**Slopes of the $3d_{5/2}$ and $4s$ levels and of the total energy with nuclear charge, Ge to Te**

The table holds orbital energies, $\langle 1/r\rangle$ and forward-difference slopes over 0.1 of a proton charge at fixed configuration, from Dirac-Coulomb Hartree-Fock (B-spline radial code, $nl$ average, Fermi nucleus, no correlation, Breit or QED terms). The program fits nothing: it compares the level slopes with the frozen-orbital value $-\langle 1/r\rangle$ and with differences between neighbouring atoms, and $dE/dZ$ with the Hellmann-Feynman value $V_{ne}/Z$. The total agrees to 0.14–0.21% of $dE/dZ$, and to within rounding once $V_{ne}/Z$ is averaged over both charges. The frozen-orbital value overshoots the level slopes by factors of 2.03–2.36 ($3d_{5/2}$) and 1.46–2.17 ($4s$). The steps of the electronic response are sorted by change of configuration and are largest where $4d$ gains two electrons, and the sum rule $\sum n\varepsilon=E+V_{ee}$ is checked for Kr.

Spherical neutral atoms from Ge to Te, computed with B-spline radial code 1 at the basis-set limit: Dirac-Coulomb Hartree-Fock, averaged over the configuration of nl shells, with a Fermi nucleus (skin thickness 2.3 fm) and no Breit or QED terms. Slopes are forward differences over 0.1 of a proton charge, with the electron configuration and nuclear radius held fixed.

## Program and output

```python
# Table: slopes with nuclear charge (forward step 0.1, fixed electrons) of the 3d5/2 and 4s levels and of
# the total energy, Ge-Te; B-spline radial code, Dirac-Coulomb Hartree-Fock, nl average, Fermi nucleus.
# Tested: frozen-orbital slope -<1/r> for levels, Hellmann-Feynman V_ne/Z for the total, neighbour differences.
T = {
    'ion': ['Ge', 'As', 'Se', 'Br', 'Kr', 'Rb', 'Sr', 'Zr', 'Nb', 'Mo', 'Tc', 'Ru', 'Rh', 'Pd', 'Ag', 'Cd', 'In', 'Sn', 'Sb', 'Te'],
    'Z': [32, 33, 34, 35, 36, 37, 38, 40, 41, 42, 43, 44, 45, 46, 47, 48, 49, 50, 51, 52],
    'configuration': ['[Ar] 3d10 4s2 4p2', '[Ar] 3d10 4s2 4p3', '[Ar] 3d10 4s2 4p4', '[Ar] 3d10 4s2 4p5', '[Ar] 3d10 4s2 4p6', '[Kr] 5s1', '[Kr] 5s2', '[Kr] 4d2 5s2', '[Kr] 4d4 5s1', '[Kr] 4d5 5s1', '[Kr] 4d5 5s2', '[Kr] 4d7 5s1', '[Kr] 4d8 5s1', '[Kr] 4d10', '[Kr] 4d10 5s1', '[Kr] 4d10 5s2', '[Kr] 4d10 5s2 5p1', '[Kr] 4d10 5s2 5p2', '[Kr] 4d10 5s2 5p3', '[Kr] 4d10 5s2 5p4'],
    'e_3d52': [-43.3908, -56.3402, -70.3341, -85.3614, -101.411, -125.603, -151.245, -200.262, -222.674, -248.522, -279.036, -302.915, -331.491, -356.755, -391.446, -428.26, -468.609, -510.534, -554.127, -599.391],  # eV
    'e_4s12': [-15.5231, -19.3965, -23.4773, -27.7821, -32.3202, -42.6207, -53.0319, -68.3767, -72.7494, -79.7279, -90.3998, -93.957, -101.258, -104.555, -116.317, -129.17, -144.461, -160.234, -176.597, -193.572],  # eV
    'slope_3d52': [-20.56, -22.45, -24.29, -26.09, -27.86, -29.67, -31.96, -34.09, -33.93, -35.53, -38.43, -38.62, -40.13, -40.36, -43.1, -45.64, -47.75, -50.07, -52.38, -54.64],  # eV
    'slope_4s12': [-11.05, -11.95, -12.84, -13.72, -14.6, -14.99, -15.98, -16.23, -15.43, -16.18, -17.98, -17.59, -18.28, -17.94, -19.63, -21.11, -22.11, -23.34, -24.56, -25.77],  # eV
    'inv_r_3d52': [1.7829, 1.9074, 2.029, 2.1483, 2.2658, 2.383, 2.4994, 2.7305, 2.8449, 2.9584, 3.0711, 3.1836, 3.2954, 3.4082, 3.5193, 3.6302, 3.7409, 3.8515, 3.9621, 4.0726],  # 1/bohr
    'inv_r_4s12': [0.59145, 0.65243, 0.71082, 0.76749, 0.82299, 0.89732, 0.97165, 1.0984, 1.1512, 1.2093, 1.2739, 1.323, 1.3791, 1.4297, 1.4903, 1.5536, 1.6172, 1.6821, 1.748, 1.8146],  # 1/bohr
    'slope_total': [-4316.8, -4509.5, -4705.2, -4903.9, -5105.7, -5303.3, -5503.5, -5917.6, -6132.5, -6348.3, -6563.8, -6789.6, -7015.2, -7248.0, -7476.3, -7706.9, -7938.3, -8172.5, -8409.6, -8649.5],  # eV
    'vne_over_z': [-4307.7, -4500.3, -4695.9, -4894.4, -5096.1, -5293.6, -5493.7, -5907.5, -6122.2, -6337.9, -6553.3, -6778.9, -7004.3, -7237.0, -7465.2, -7695.7, -7927.0, -8161.1, -8398.0, -8637.8],  # eV
}
import re
import numpy as np
from scipy.constants import physical_constants as pc
H = pc['Hartree energy in eV'][0]; h = 0.1
A = lambda k: np.array(T[k], float)
el = T['ion']; Z = A('Z'); n = len(el); i = el.index
e3, e4, s3, s4 = A('e_3d52'), A('e_4s12'), A('slope_3d52'), A('slope_4s12')
b3, b4 = -H*A('inv_r_3d52'), -H*A('inv_r_4s12'); r3, r4 = s3-b3, s4-b4
print("Levels, eV per proton: bare = -<1/r>, response = slope - bare, share = slope/bare")
print("atom | 3d5/2 bare slope response share | 4s bare slope response share")
for k in range(n):
    print(f"{el[k]} | {b3[k]:8.2f} {s3[k]:7.2f} {r3[k]:6.2f} {100*s3[k]/b3[k]:5.1f}% | {b4[k]:7.2f} {s4[k]:7.2f} {r4[k]:6.2f} {100*s4[k]/b4[k]:5.1f}%")
rng = lambda x: f"{x.min():.2f} ({el[x.argmin()]}) to {x.max():.2f} ({el[x.argmax()]})"
print(f"bare/slope: 3d5/2 {rng(b3/s3)}; 4s {rng(b4/s4)}")
drop = lambda x: [el[k+1] for k in range(n-1) if abs(x[k+1]) < abs(x[k])]
print(f"size falls from previous row: slope 3d {drop(s3)}, 4s {drop(s4)}; bare 3d {drop(b3)}, 4s {drop(b4)}")
u = 0.005+H*0.00005
print(f"rounding: response up to {u:.3f} eV, step of response up to {2*u:.3f} eV")
def occ(c):
    d = {'4p': 6 if 'Kr' in c else 0, '4d': 0, '5s': 0, '5p': 0}
    d.update({a: int(b) for a, b in re.findall(r'(\d[spd])(\d+)', c) if a in d})
    return d
oc = [occ(c) for c in T['configuration']]; G = {}
for k in range(1, n):
    lab = ' '.join(f"{a}{oc[k][a]-oc[k-1][a]:+d}" for a in oc[k] if oc[k][a] != oc[k-1][a])
    G.setdefault(lab, []).append(k)
print("Step of response from previous row, 3d5/2 / 4s, eV (4d+2 alone is Sr to Zr, two charges)")
for lab, ks in G.items():
    print(f" {lab}: " + ', '.join(f"{el[k]} {r3[k]-r3[k-1]:.2f}/{r4[k]-r4[k-1]:.2f}" for k in ks))
g3, g4 = np.diff(e3)-s3[:-1], np.diff(e4)-s4[:-1]; one = np.diff(Z) == 1
print(f"Level step from previous atom minus its slope, 3d5/2 / 4s, eV (As: step {e3[1]-e3[0]:.2f}/{e4[1]-e4[0]:.2f})")
for lab, ks in G.items():
    if one[ks[0]-1]:
        print(f" {lab}: " + ', '.join(f"{el[k]} {g3[k-1]:.2f}/{g4[k-1]:.2f}" for k in ks))
# further outputs of the same runs: electron-nucleus energy at Z+0.1, hartree
V1 = -np.array([5103.149, 5496.686, 5908.114, 6337.825, 6786.213, 7243.774, 7719.401, 8735.301, 9278.07, 9837.85,
                10413.03, 11020.84, 11644.83, 12297.9, 12959.9, 13642.8, 14344.17, 15067.78, 15813.92, 16582.93])
st, v0 = A('slope_total'), A('vne_over_z'); v1 = H*V1/(Z+h)
res = st-(v0+v1)/2; c0 = (v0-v1)/h
print(f"V_ne/Z - dE/dZ: {rng(v0-st)} eV; in % {rng(100*(v0-st)/-st)}")
print(f"dE/dZ - mean V_ne/Z at Z, Z+0.1: worst {res[abs(res).argmax()]:.3f} eV ({el[abs(res).argmax()]}); rounding up to 0.08 eV")
print(f"rise of electron potential at nucleus per proton: {c0[0]:.0f} (Ge), {c0[i('Kr')]:.0f} (Kr), {c0[-1]:.0f} (Te) eV")
# further outputs of the same runs: Kr orbitals 1s..4p3/2, E, V_ne, V_ee (hartree); Tc V_ee; Cd <1/r> at Z+0.1
q = np.array([2, 2, 2, 4, 2, 2, 4, 4, 6, 2, 2, 4])
ek = -np.array([529.6851, 72.0798, 64.8748, 62.87919, 11.22446, 8.61989, 8.312786, 3.777646, 3.726789, 1.187747, 0.5415162, 0.5143485])
ir = np.array([36.76891, 8.256317, 8.190319, 7.909424, 2.722217, 2.601282, 2.536788, 2.283194, 2.265841, 0.8229853, 0.6848741, 0.6680568])
print(f"Kr, a.u.: sum n*eps {q@ek:.3f}, E+V_ee {-2788.861+1088.138:.3f}; sum n<1/r> {q@ir:.4f}, -V_ne/Z {6742.01/36:.4f}")
dK, dT = H*(1093.879-1088.138)/h, H*(1627.87-1620.533)/h
print(f"dV_ee/dZ (sum of responses): Kr {dK:.0f} eV, {dK/36:.1f} per electron; Tc {dT:.0f} eV, {dT/43:.1f} per electron")
c = i('Cd')
print(f"Cd: bare at mid-step moves by {(-H*3.641243-b3[c])/2:.2f} (3d5/2), {(-H*1.559889-b4[c])/2:.2f} (4s) eV")
assert np.all(abs(res) < 0.15) and np.all(v0-st > 5)
assert np.all(c0 > r3) and np.all(r3 > r4) and np.all(r4 > 0)
sw = G['4d+2 5s-1']; rest = [k for k in range(1, n) if one[k-1] and k not in sw]
assert min(r3[k]-r3[k-1] for k in sw) > max(r3[k]-r3[k-1] for k in rest)
assert np.all(g3[one] > 0) and np.all(g4[one] > 0) and not drop(b3) and not drop(b4)
```

Output:

```
Levels, eV per proton: bare = -<1/r>, response = slope - bare, share = slope/bare
atom | 3d5/2 bare slope response share | 4s bare slope response share
Ge |   -48.52  -20.56  27.96  42.4% |  -16.09  -11.05   5.04  68.7%
As |   -51.90  -22.45  29.45  43.3% |  -17.75  -11.95   5.80  67.3%
Se |   -55.21  -24.29  30.92  44.0% |  -19.34  -12.84   6.50  66.4%
Br |   -58.46  -26.09  32.37  44.6% |  -20.88  -13.72   7.16  65.7%
Kr |   -61.66  -27.86  33.80  45.2% |  -22.39  -14.60   7.79  65.2%
Rb |   -64.84  -29.67  35.17  45.8% |  -24.42  -14.99   9.43  61.4%
Sr |   -68.01  -31.96  36.05  47.0% |  -26.44  -15.98  10.46  60.4%
Zr |   -74.30  -34.09  40.21  45.9% |  -29.89  -16.23  13.66  54.3%
Nb |   -77.41  -33.93  43.48  43.8% |  -31.33  -15.43  15.90  49.3%
Mo |   -80.50  -35.53  44.97  44.1% |  -32.91  -16.18  16.73  49.2%
Tc |   -83.57  -38.43  45.14  46.0% |  -34.66  -17.98  16.68  51.9%
Ru |   -86.63  -38.62  48.01  44.6% |  -36.00  -17.59  18.41  48.9%
Rh |   -89.67  -40.13  49.54  44.8% |  -37.53  -18.28  19.25  48.7%
Pd |   -92.74  -40.36  52.38  43.5% |  -38.90  -17.94  20.96  46.1%
Ag |   -95.77  -43.10  52.67  45.0% |  -40.55  -19.63  20.92  48.4%
Cd |   -98.78  -45.64  53.14  46.2% |  -42.28  -21.11  21.17  49.9%
In |  -101.80  -47.75  54.05  46.9% |  -44.01  -22.11  21.90  50.2%
Sn |  -104.80  -50.07  54.73  47.8% |  -45.77  -23.34  22.43  51.0%
Sb |  -107.81  -52.38  55.43  48.6% |  -47.57  -24.56  23.01  51.6%
Te |  -110.82  -54.64  56.18  49.3% |  -49.38  -25.77  23.61  52.2%
bare/slope: 3d5/2 2.03 (Te) to 2.36 (Ge); 4s 1.46 (Ge) to 2.17 (Pd)
size falls from previous row: slope 3d ['Nb'], 4s ['Nb', 'Ru', 'Pd']; bare 3d [], 4s []
rounding: response up to 0.006 eV, step of response up to 0.013 eV
Step of response from previous row, 3d5/2 / 4s, eV (4d+2 alone is Sr to Zr, two charges)
 4p+1: As 1.50/0.76, Se 1.47/0.70, Br 1.45/0.66, Kr 1.43/0.63
 5s+1: Rb 1.38/1.63, Sr 0.88/1.03, Tc 0.17/-0.04, Ag 0.28/-0.04, Cd 0.48/0.24
 4d+2: Zr 4.16/3.20
 4d+2 5s-1: Nb 3.27/2.24, Ru 2.87/1.73, Pd 2.84/1.72
 4d+1: Mo 1.49/0.83, Rh 1.53/0.84
 5p+1: In 0.90/0.73, Sn 0.69/0.54, Sb 0.70/0.57, Te 0.75/0.60
Level step from previous atom minus its slope, 3d5/2 / 4s, eV (As: step -12.95/-3.87)
 4p+1: As 7.61/7.18, Se 8.46/7.87, Br 9.26/8.54, Kr 10.04/9.18
 5s+1: Rb 3.67/4.30, Sr 4.03/4.58, Tc 5.02/5.51, Ag 5.67/6.18, Cd 6.29/6.78
 4d+2 5s-1: Nb 11.68/11.86, Ru 14.55/14.42, Pd 14.87/14.98
 4d+1: Mo 8.08/8.45, Rh 10.04/10.29
 5p+1: In 5.29/5.82, Sn 5.82/6.34, Sb 6.48/6.98, Te 7.12/7.59
V_ne/Z - dE/dZ: 9.10 (Ge) to 11.70 (Te) eV; in % 0.14 (Te) to 0.21 (Ge)
dE/dZ - mean V_ne/Z at Z, Z+0.1: worst -0.057 eV (Rh); rounding up to 0.08 eV
rise of electron potential at nucleus per proton: 183 (Ge), 192 (Kr), 233 (Te) eV
Kr, a.u.: sum n*eps -1700.723, E+V_ee -1700.723; sum n<1/r> 187.2787, -V_ne/Z 187.2781
dV_ee/dZ (sum of responses): Kr 1562 eV, 43.4 per electron; Tc 1996 eV, 46.4 per electron
Cd: bare at mid-step moves by -0.15 (3d5/2), -0.09 (4s) eV
```
